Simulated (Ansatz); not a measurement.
# Zr3Pb: the change of energy above lowest point with volume scale

Results calculated with Ansatz 0.2.0, not measured. Free energy against uniform scaling of the volume at fixed shape and fractions; periodic cell, basis, potentials, k mesh and filling as listed.

The cell before it is scaled or strained (space group I4/mmm, No. 139):
```
Zr3Pb
1.0
     -2.1995     2.1995     4.8356
      2.1995    -2.1995     4.8356
      2.1995     2.1995    -4.8356
Zr Pb
3 1
Direct
  0.75000 0.25000 0.50000
  0.25000 0.75000 0.50000
  0.50000 0.50000 0.00000
  0.00000 0.00000 0.00000
```

Settings of every row: functional LDA; dispersion none; potentials PAW; wave cutoff 500 eV; density cutoff 2000 eV; k mesh 7x7x7; k shift 0x0x0; occupations fermi dirac; smearing width 0.15 eV; spin none.

Limits: coarse k mesh, up to 40 meV an atom off; minimum outside the range; no spin-orbit coupling, which can matter with elements this heavy; the cell comes from a prototype or a list of computed structures and needn't be the stable phase.

| row | volume scale | V (Å³/atom) | energy above lowest point (meV/atom) |
| --- | --- | --- | --- |
| 1 | 0.9406 | 22.004 | 0 |
| 2 | 0.9703 | 22.699 | 12.5 |
| 3 | 1 | 23.394 | ? |
| 4 | 1.0297 | 24.088 | 72.3 |
| 5 | 1.0594 | 24.783 | 116.2 |

Question: what energy above lowest point should row 3 give?

Worked fit of energy above lowest point. Take u = (V_r/V)^(2/3) − 1 with V_r = 23.394 Å³ an atom, which is twice the finite (Eulerian) strain; such expansions in the strain, on which the Birch-Murnaghan equation of state is built, carry the rest volume and the bulk modulus. The shown rows have u = 0.04168, 0.02031, -0.0193, -0.03772. Least squares give energy above lowest point = 37.24 − 1523.7 × u + 15116 × u² meV/atom; a straight line predicts inner rows, each left out in turn, worse (root mean square 14 against 0.066 meV/atom). All shown rows lie on it to the printed digit. The withheld row has u = 0, so the fit gives 37.24 − 1523.7 × (0) + 15116 × (0)² = 37.2 meV/atom.

The calculation gave 37.2 meV/atom. The fit meets it to the printed digit.
